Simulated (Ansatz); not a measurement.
A van 't Hoff estimate for CH4O + InH2(NH2) ⇌ CH5NO + InH3

Species: CH4O (methanol) `CO`, singlet; InH2(NH2), singlet; CH5NO `CON`, singlet; InH3 `[InH3]`, singlet. The partners trade H for NH2: O–H and In–NH2 bonds give way to O–NH2 and In–H.

The electronic reaction energy at CCSD(T)/def2-TZVPP is +238.2 kJ/mol. Shapes: PBE0-D4/def2-TZVP. Flexible molecules stand in one conformer, not always the lowest. Programs: Ansatz 0.2.0. Enthalpy and entropy come from rigid-rotor, harmonic-oscillator sums on unscaled PBE0-D4/def2-TZVP wavenumbers, ideal gases at 1 bar. Symmetry numbers: CH4O 1, InH2(NH2) 2, CH5NO 1, InH3 6. R = 8.3145 J/(mol K).

```
T (K)  ΔH (kJ/mol)  ΔS (J/(mol K))
  300       +230.4           -18.2
  500       +229.0           -21.8
  700            ?               ?
```

Question: Work out ln K at 300 and 500 K, and from these estimate it at 700 K.

Answer: 
1. 300 K: ΔG = +230.4 − 300 × (-18.2)/1000 = +235.9 kJ/mol; ln K = −ΔG/RT = -94.57.
2. 500 K: ΔG = +229.0 − 500 × (-21.8)/1000 = +239.9 kJ/mol; ln K = −ΔG/RT = -57.71.
3. Slope against 1000/T: (-57.71 − (-94.57))/(2.0000 − 3.3333) = -27.64, that is −ΔH/R with ΔH near +230 kJ/mol.
4. 700 K: ln K = -94.57 + (-27.64) × (1.4286 − 3.3333) = -41.92.

The full sums give ΔH = +228.4 kJ/mol, ΔS = -22.9 J/(mol K), ΔG = +244.4 kJ/mol and ln K = -41.99 at 700 K, so the line is off by +0.07 in ln K; without rounding the miss is +0.07, from the change of ΔH with temperature. The reactants are favoured over this whole range. An error of 10 kJ/mol in the energy moves ln K by 1.7 at 700 K. Soft modes are treated as harmonic, which can err either way at these temperatures; the lowest are those of InH2(NH2) (163 cm⁻¹), CH5NO (152 cm⁻¹). Other conformers aren't counted. For atoms past krypton def2 sets carry core potentials with scalar relativity. Outer-core shells of In are correlated, in sets that cover them unevenly.

The exchange is strongly uphill because it gives up two favourable pairings at once. A strong, polar O–H bond is replaced by a weak O–N bond, in which two electronegative atoms share little ionic stabilisation and their adjacent lone pairs repel. On the metal side, a polar In–N bond, perhaps helped slightly by donation from the nitrogen lone pair into the empty indium p orbital, gives way to a less polar In–H bond.

Heating makes ln K less negative because the reaction is endothermic, even though ΔG itself rises. With ΔS also negative, entropy offers no route to a crossover within the range computed. The entropy term is small because the number of molecules is unchanged, and a good part of it reflects the higher rotational symmetry of InH3 rather than any tightening of bonds. The preference for the reactants is far too large for plausible thermochemical errors to reverse. It applies to isolated monomers, however, and association of the aminoindane through nitrogen bridges would alter the equilibrium in a condensed phase.
